## A corner in the lowest empty band of TiSn₂O₆

How can the energy of an electron wave in a crystal rise, come to a peak and fall again, while its phase step from one cell to the next only grows? In a simple band the energy rises steadily as neighbouring atoms go from in step to out of step. The lowest empty band of this titanium tin oxide does something else. It climbs steeply, turns over about midway and comes more than half of the way back down.

Kohn–Sham bands of TiSn₂O₆ (space group C2, 9-atom cell) at fixed geometry, computed with Ansatz 0.2.0 using r2SCAN, PAW and plane waves, scalar-relativistic and without spin polarization. The cutoff is 500 eV, the k mesh 6×6×4 and the Gaussian smearing 0.02 eV wide. The Fermi level is placed at mid-gap.

| row | band distance (1/Å) | level a1 from the Fermi level (eV) | level a2 from the Fermi level (eV) |
| --- | --- | --- | --- |
| 1 | 0.000 | 1.657 | 3.643 |
| 2 | 0.320 | 2.143 | 3.684 |
| 3 | 0.640 | 2.932 | 3.016 |
| 4 | 0.832 | 2.530 | 3.200 |
| 5 | 1.001 | 2.227 | 3.348 |
| 6 | 1.188 | 2.134 | 3.409 |
| 7 | 1.459 | 1.898 | 3.515 |
| 8 | 1.730 | 1.663 | 3.639 |
| 9 | 2.060 | 1.878 | 3.644 |
| 10 | 2.401 | 2.308 | 3.538 |
| 11 | 2.658 | 2.406 | 3.523 |
| 12 | 2.831 | 2.665 | 3.493 |
| 13 | 2.974 | 3.003 | 3.414 |
| 14 | 3.292 | 2.841 | 3.468 |
| 15 | 3.609 | 2.201 | 3.465 |
| 16 | 3.857 | 2.039 | 3.508 |
| 17 | 4.070 | 1.737 | 3.620 |
| 18 | 4.271 | 3.097 | 3.459 |
| 19 | 4.621 | 2.296 | 3.644 |
| 20 | 4.971 | 1.672 | 3.644 |
| 21 | 5.262 | 1.906 | 3.619 |
| 22 | 5.542 | 2.602 | 3.270 |

Each row is one k point, that is, one way in which the phase of the electron wave changes from cell to cell. The column "level a1" gives the lowest empty level there and "level a2" the next one up. The energies are counted from a Fermi level placed inside the gap, so only differences between them have a meaning. Row 1 is Γ, where all cells are in phase, and a1 has its lowest value there.

### One line in two pieces

Rows 1 to 5 belong to two segments of the path, but they lie on one straight line. Energies do not change when a k point is shifted by a reciprocal lattice vector or reversed in sign. With these two moves, rows 4 and 5 continue the line from Γ through row 3 to the point Y₂. The line runs along b*, the direction that belongs to the crystal axis b.

On this line a1 lies 1.28 eV above its Γ value in row 3, and by row 5 it has dropped again by 0.71 eV. In row 3 the levels a1 and a2 are only 0.08 eV apart, closer than in any other row. A peak at the place where two levels nearly touch suggests that two different states take turns at being the lowest.

The pattern is not confined to one row. Rows 11 to 15 lie on a parallel line at the face of the zone, and there too a1 is highest between the ends, in row 13, somewhat past the middle. The large step from row 17 to row 18 is a different matter: the path ends at Γ, just after row 17, and starts again elsewhere, so this step is not a steep band.

### Two tin atoms in each repeat

The crystal structure offers a reason. Tin and oxygen form zigzag chains along b, with neighbouring tin atoms about 3.5 Å apart. All links of a chain are equal by symmetry, but because of the zigzag the pattern repeats only after two tin atoms.

Suppose that the lowest empty band is made mainly of tin 5s orbitals. This is so in SnO₂, whose lowest empty band also has its minimum at Γ. Titanium 3d bands are expected to be flatter here, because no oxygen atom joins two titanium atoms. The make-up of the single levels was not resolved, so the assignment remains an argument from analogy and structure.

Take first a single chain, cut off from all others. If neighbouring tin orbitals are in phase, the wave is smooth and its energy is low. If they have opposite signs, the energy is high. In between, the energy follows minus the cosine of the phase step from one tin atom to the next.

The k point, however, fixes only the phase change over a full repeat, which is two steps. Half of that change is one possible single step, and half of it plus 180° is another. Every k point therefore carries two chain states, and the lower of the two counts as the lowest level. Let q be the position along b*, running from 0 at Γ to 1 at Y₂. The lower state then follows −|cos πq|, which has minima at both ends and a sharp corner in the middle.

This is band folding. In this picture nothing happens to the electron at the corner. The state that started at Γ goes on rising, but another state, which comes down towards Y₂, has become the lower one.

### Why the two ends differ

For an isolated chain, Γ and Y₂ would have the same energy, since the tin atoms within the chain are in phase at both. The difference lies between the chains. At Γ all chains have the same sign, while at Y₂ chains that are neighbours along a have opposite signs. Row 6, close to Y₂, lies 0.48 eV above Γ, and in this picture that is the price of reversing every second chain.

The same difference decides whether the two states may cross. A half-turn about the b axis carries each tin atom to one at equal height in a neighbouring chain. The state that starts at Γ keeps its sign under this turn, and the one that ends at Y₂ changes it. States of unlike symmetry do not mix, so they can cross without opening a gap. The printed points are too far apart to show the crossing itself.

### From the picture to numbers

Both effects fit into one short formula for the rise of a1 above Γ:

rise = A [1 − cos(πp) cos(πq)] + B [1 − |cos(πq)|]

Here p is the position along a*, counted like q. A measures the coupling between chains that are neighbours along a. B measures the coupling between tin atoms half a repeat apart along b. That is the link within a chain, but also a longer link, through titanium, to the chains that are neighbours along c, which takes the same form as long as k has no component along c*. The formula does not follow the phase along c, so it is meant only for the ten rows without a component in that direction: rows 1 to 8, 21 and 22.

Two differences set the constants. Row 7 lies halfway from Γ to Y₂ along a*, where the first bracket is 1 and the second is 0. Its rise gives A = 0.241 eV directly. The rise in row 2, less the share of A, gives B = 1.10 eV. B is thus several times A. This does not make the chains nearly independent. Row 15, at the zone face along c*, lies 0.54 eV above Γ, more than row 6 near Y₂, so the coupling along c is not small, and part of B may come from it.

Row 4 was not used for this and can serve as a test. The axis b is 5.498 Å long, so the full length of b* is 2π/5.498 = 1.143 Å⁻¹. The band distance of 0.832 Å⁻¹ then gives q = 0.728.

With this q and p = 0, the chains contribute 0.40 eV through their mutual coupling, the first term of the formula, and 0.38 eV through the second term. The sum is 0.78 eV, whereas the table gives 2.530 − 1.657 = 0.87 eV. The estimate is too low by about a tenth of the rise, but it has the fall after the peak right.

### How large is the break?

To size the break, the corner can be replaced by a smooth wave, with 1 − cos(2πq) in the second bracket. This curve also rises and falls between Γ and Y₂, but it is rounded at the top. Set by the same rows 1, 2 and 7, it puts row 3 too low by 0.34 eV. The folded form is too low there by 0.10 eV.

The smooth curve deserves its best chance as well. A least-squares fit of a constant and both coefficients to all ten rows still leaves row 3 too low by 0.14 eV, although row 3 took part in the fit. The typical miss of this fit is 0.06 eV. The folded form has a typical miss of 0.05 eV on the seven rows that did not set it. These two numbers are not on the same footing, since the smooth form was fitted to the rows it is judged on and the folded form was not. Set in the same way and judged on the same seven rows, the smooth form misses by 0.14 eV. Even when fitted it does no better overall and worse in row 3. That row, with the near touch of a1 and a2, makes the case for a corner.

### Where the simple chain fails

The folded form describes the lowest level better than the one above it. It puts the two chain states 2B|cos πq| apart, which is 0.41 eV in row 3 and 1.44 eV in row 4. The table has a2 only 0.08 eV and 0.67 eV above a1 in these rows. At least in row 4, then, a2 is not the second chain state as the simple model has it. Higher levels may have mixed with that state and pushed it down, or a2 may be some other empty level.

Such a level could be a titanium 3d band, and it could also take part in the near touch in row 3. In that case the level that nearly touches a1 there would be partly titanium in character. The table leans towards the folded partner. In most rows a2 stays between 3.4 and 3.7 eV, as a flat band would, and row 3 is where it dips furthest below that range. In row 22 the chain model gives a spacing of 0.73 eV against 0.67 eV in the table. Functionals of this kind can also place tin 5s and titanium 3d levels with different errors, which would shift such a meeting.

A coupling between tin atoms at equal height in neighbouring chains could move the corner away from the middle of the line, because it acts with opposite sign on the two chain states. Couplings within a single chain could not, however far they reach. The formula leaves the equal-height coupling out, and row 7 cannot tell it from the first term. If all of A were of this kind, the two states would be expected to meet where B cos πq = −A, near q = 0.57, which is close to row 3 at q = 0.56. Bands resolved by element and orbital, on a finer set of points around row 3, would tell these possibilities apart.

The geometry also sets a limit. It was not relaxed with the functional used for the bands: forces of up to about 0.4 eV/Å remain on the oxygen atoms, and the cell is under a tension of about 3.6 GPa. Relaxation could change the couplings and shift the place where the levels meet. The permission to cross is safer, because it rests on the twofold axis. It holds for bands computed without spin-orbit coupling, as here; with that coupling, some of the crossings are expected to open into small gaps.

### What an added electron would notice

The crystal is a computed model and may be an invented or metastable form. Electrons added to it would collect near Γ. The peak in row 3 lies some fifty times the thermal energy at room temperature above that point, so it hardly matters for ordinary conduction. What matters is how steeply the band starts. Over nearly the same distance from Γ, a1 rises by 0.49 eV along the chains (row 2) and by 0.24 eV across them along a* (row 7). As far as the band shape decides, electrons should therefore move more easily along the chains than in that direction across them. Along c* the contrast is smaller: row 16, slightly farther from Γ, lies 0.38 eV above it.

The chain picture also gives a rule for related structures. Count the equivalent atoms in one repeat of the chain: two of them, joined by equal links, fold the band once and put the meeting of the two states near half of the reciprocal vector along the chain. In a centred cell like this one, that is the middle of the line to Y₂; in a cell without centring it is the edge of the zone. If the links in this crystal became alternately short and long while the lattice stayed centred, the twofold axis that keeps the two states from mixing would be lost. They would then mix, a gap would open where they met, and the corner would become a rounded top.
